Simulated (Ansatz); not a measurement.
A series in volume per atom on Sn

All results are calculated (Ansatz 0.2.0). Periodic Kohn-Sham DFT of a crystal at fixed atoms; pressure and stress are positive in compression; the energy is the free energy less that of spherical unpolarised free atoms; site moments are those in the method's own spheres, positive along +z.

Cell of the first row (space group Fd-3m, No. 227):
```
cell vectors (Å)
   0.0000     3.1793     3.1793
   3.1793     0.0000     3.1793
   3.1793     3.1793     0.0000
atoms (fractions of the cell vectors)
Sn  0.50000  0.50000  0.50000
Sn  0.75000  0.75000  0.75000
```

Settings of every row: method all-electron LAPW; functional LDA; relativity scalar; k mesh 9x9x9; filling fermi-dirac; smearing width 0.03 eV; basis error target 0.25 meV/atom; nucleus gaussian.

Atom start moment: 0 on all atoms.

```csv
row,volume per atom (Å³),energy less free atoms (eV/atom),pressure (GPa)
1,32.138,-4.4423,2.741
2,32.155,-4.4426,2.71
3,32.821,-4.4514,1.577
4,33.163,-4.4542,1.047
5,33.505,-4.4559,0.551
6,34.189,-4.4563,-0.352
7,34.531,-4.4551,-0.763
8,34.873,-4.4531,-1.152
9,35.215,-4.4502,-1.519
10,35.556,?,?
11,36.24,-4.4372,-2.502
```

Question: what energy less free atoms and pressure should row 10 give?

Worked fit of energy less free atoms. Take u = (V_r/V)^(2/3) − 1 with V_r = 33.847 Å³ an atom, which is twice the finite (Eulerian) strain; such expansions in the strain, on which the Birch-Murnaghan equation of state is built, carry the rest volume and the bulk modulus. The shown rows have u = 0.03514, 0.03478, 0.02073, 0.0137, 0.00679, -0.00668, -0.01325, -0.01971, -0.02607, -0.04452. Least squares give energy less free atoms = −4.45659 + 0.0289 × u + 10.604 × u² + 3.9 × u³ eV/atom; a parabola predicts inner rows, each left out in turn, worse (root mean square 6.6e-05 against 2e-05 eV/atom). All shown rows lie on it to the printed digit. Its lowest point lies at u = -0.0014, or V = 33.92 Å³ an atom, and the curvature there gives the bulk modulus at fixed shape and fractions, B = (4/9)(1 + u)² E″(u)/V = 44.3 GPa. The withheld row has u = -0.03231, so the fit gives −4.45659 + 0.0289 × (-0.03231) + 10.604 × (-0.03231)² + 3.9 × (-0.03231)³ = -4.4466 eV/atom.

The calculation gave -4.4466 eV/atom. The fit meets it to the printed digit.

Worked fit of pressure. Take u = (V_r/V)^(2/3) − 1 with V_r = 33.847 Å³ an atom, which is twice the finite (Eulerian) strain; such expansions in the strain, on which the Birch-Murnaghan equation of state is built, carry the rest volume and the bulk modulus. The shown rows have u = 0.03514, 0.03478, 0.02073, 0.0137, 0.00679, -0.00668, -0.01325, -0.01971, -0.02607, -0.04452. Least squares give pressure = 0.086 + 67.01 × u + 223.78 × u² + 547 × u³ GPa; a parabola predicts inner rows, each left out in turn, worse (root mean square 0.0091 against 0.00077 GPa). The rows lie off it by 0.000, 0.000, 0.001, 0.000, 0.000, 0.000, 0.001, 0.000, 0.000, 0.000. The pressure vanishes at u = -0.0013, or V = 33.91 Å³ an atom, and there the bulk modulus at fixed shape and fractions is B = −V dP/dV = (2/3)(1 + u) dP/du = 44.2 GPa. The withheld row has u = -0.03231, so the fit gives 0.086 + 67.01 × (-0.03231) + 223.78 × (-0.03231)² + 547 × (-0.03231)³ = -1.864 GPa.

The calculation gave -1.867 GPa. The fit lies 0.003 GPa (0.057 % of the column's range) above it; its largest miss of a shown row is 0.001 GPa.
